# Nonlocal-radius hole at one proton of stretched H$_2$

Hartree atomic units.

## The model

$W_\infty=V_{ee}^{\rm SCE}-U$ is the strong-interaction limit of the adiabatic-connection integrand: the least repulsion compatible with $n$ (strictly correlated electrons, SCE) minus the Hartree energy. The nonlocal-radius (NLR) model of Wagner and Gori-Giorgi (2014) fixes $R(\mathbf r)$ by
$$\int n(\mathbf r')\,\theta(R(\mathbf r)-|\mathbf r-\mathbf r'|)\,d^3r'=1$$
and takes the hole $-n(\mathbf r')$ inside this sphere, zero outside:
$$W=\int n\,w\,d^3r,\qquad w(\mathbf r)=-\frac12\int\frac{n(\mathbf r')\,\theta(R(\mathbf r)-|\mathbf r-\mathbf r'|)}{|\mathbf r-\mathbf r'|}\,d^3r' .$$
Gauge: $w$ is half the potential of the hole at the reference point.

- One electron: $R=\infty$, $W=-U$, exact.
- Finite system: unit hole charge stays on the system, so $w\to-1/(2r)$.
- Uniform gas, per electron: $R=r_s$, $w=-\frac12\int_0^{r_s}4\pi u\,n\,du=-0.75/r_s$. Point charge plus continuum: $(-\frac32+\frac35)/r_s=-0.9/r_s$. Ewald sum for the bcc Wigner crystal: $-0.896/r_s$. NLR is 16% smaller in magnitude than bcc.

## System

Protons A and B at $D=8$ bohr (4.23 Å). Model density $n=n_A+n_B$, $n_{A,B}=e^{-2r_{A,B}}/\pi$. Reference point on A. A purely atomic hole $-n_A$ gives $w=-\frac12\langle 1/r\rangle=-\frac12$. The restricted exchange hole $-n/2$ is shared between the atoms and gives $-\frac14(1+1/D)=-0.281$. Wanted: $R$ and $\delta w=w+\frac12$.

## Estimate by hand

1. The sphere loses the tail $q$ of A and must gain as much from B. Both tails decay as $e^{-2r}$, so take $R\approx D/2=4$.
2. Charge of a 1s density beyond $R$: $q=e^{-2R}(1+2R+2R^2)$. With $e^{-8}\approx3\times10^{-4}$ and $41\approx40$, $q\approx0.012$.
3. The decay length is $\frac12$ bohr. Lost charge sat near $R+\frac12$, gained charge sits near $R-\frac12$. The hole moves inward, $1/u$ rises by about $1/R^2$, and
$$\delta w\approx-\frac{q}{2R^2}\approx-4\times10^{-4}.$$

## Careful calculation

Average of $n_B$ over the sphere of radius $u<D$ about A, with $s$ the distance to B and $s\,ds=-uD\,d\cos\vartheta$:
$$4\pi u^2\bar n_B=\frac{u}{2D}\,[h(u)-h(-u)],\qquad h(u)=(1+2D-2u)\,e^{-2(D-u)} .$$
Integrate over $0<u<R$ with weights $1$ and $1/u$:
$$Q_B=\frac{1}{2D}\Big\{e^{-2(D-R)}\big[R(D-R)+\tfrac32R-\tfrac12D-\tfrac34\big]+e^{-2(D+R)}\big[R(D+R)+\tfrac32R+\tfrac12D+\tfrac34\big]\Big\},$$
$$P_B=\frac{1}{2D}\Big\{e^{-2(D-R)}(1+D-R)+e^{-2(D+R)}(1+D+R)-2e^{-2D}(1+D)\Big\}.$$
For the tail of A, over $u>R$:
$$q_A=e^{-2R}(1+2R+2R^2),\qquad p_A=e^{-2R}(1+2R).$$
The normalisation is $q_A=Q_B$, and $w=-\frac12(1-p_A+P_B)$, so $\delta w=-\frac12(P_B-p_A)$. The sign is fixed: $P_B>q/R>p_A$, hence $\delta w<0$.

For $D=8$:

| quantity | value |
|---|---|
| $R$ | 5.002 bohr |
| $q=q_A=Q_B$ | $2.76\times10^{-3}$ |
| $p_A$ | $4.98\times10^{-4}$ |
| $P_B$ | $6.22\times10^{-4}$ |
| $\delta w$ | $-6.2\times10^{-5}$ ($-1.7$ meV) |

So $w=-0.500062$ for the model density: the hole is atomic apart from $q$.

## Why the two differ

Unrounded, the estimate is $q_0=41e^{-8}=0.0138$ and $\delta w_0=-4.3\times10^{-4}$, which is 6.9 times the careful value. Define harmonic-mean distances $r_>=q/p_A=5.55$ and $r_<=q/P_B=4.44$. Then exactly
$$\delta w=-\frac q2\,\frac{r_>-r_<}{r_>r_<},$$
and the ratio factorises:

| factor | ratio |
|---|---|
| charge, $q_0/q$ | 5.0 |
| distance, $r_>r_</16$ | 1.54 |
| width, $1/(r_>-r_<)$ | 0.90 |

**Step 1 carries it.** Equal exponents do not mean equal charges. A leaks through the whole sphere; B enters through a cap. On the sphere $R=D/2$, at small angle $\vartheta$ from the axis, $s\approx\frac D2(1+\vartheta^2)$. So $n_B$ falls as $e^{-D\vartheta^2}$, the effective solid angle is $\pi/D$, and its share of $4\pi$ is $1/(4D)=1/32$. The closed forms give $q_A/Q_B=38$ at $R=4$. The exponentials alone make this ratio fall as $e^{-4R}$, so $R$ must grow by $\frac14\ln38=0.91$ bohr. The polynomial prefactors (41 becomes 61 for A, that of B barely moves) add 0.09.

**A logarithm in $R$ is a power in $q$.** One extra bohr costs about $e^{-2}\cdot61/41$, the factor 5.0. For large $D$, $R\approx\frac D2+\frac14\ln 4D$, so $q_0/q\to\sqrt{4D}$, which is 5.7 at $D=8$. The distance factor tends to 1. The estimate has the right $e^{-D}$ but overshoots as $\sqrt D$.

**Step 3 was sound.** The separation $r_>-r_<$ is 1.11 bohr against the assumed 1, because the prefactors soften both exponentials.

## How far the number reaches

- $\delta w$ belongs to the superposed density. The Heitler–London density differs at order $S^2$, with overlap $S=e^{-D}(1+D+D^2/3)=0.0102$. This shifts $w$ on the scale $S^2/2=5\times10^{-5}$. Dispersion enters on the scale $C_6/D^6=2.5\times10^{-5}$, with the approximate input $C_6\approx6.5$. Both rival $\delta w$. For real H$_2$ only $w\approx-\frac12$, with a remainder of order $10^{-4}$, survives.
- At a point with distances $d_A<d_B$ the same balance gives $q\sim e^{-(d_B-d_A)}$. Weighted by $n_A$ this is $e^{-(d_A+d_B)}\le e^{-D}$. Hence $W^{\rm NLR}\to-2U[n_A]=-\frac58$ exponentially, and the intra-atomic Hartree energies cancel as dissociation requires.
- The exact $W_\infty[n]$ approaches $-\frac58$ only algebraically. Pair the point $(x,y,z)$, measured from A with $z$ along the bond, with $(-x,-y,z)$ measured from B. This keeps both marginals and gives repulsion $\langle(D^2+4\rho^2)^{-1/2}\rangle$, with $\rho^2=x^2+y^2$, $\langle\rho^2\rangle=2$, $\langle\rho^4\rangle=12$. Since $U=\frac58+\frac1D$ up to exponentially small terms,
$$W_\infty\le-\frac58-\frac{4}{D^3}+\frac{72}{D^5}-\dots$$
as an asymptotic series. At $D=8$ the two terms are $-0.008$ and $+0.002$. NLR lacks them: outside $R$ it leaves the pair density uncorrelated, so the electron on B does not respond to the position of the electron on A.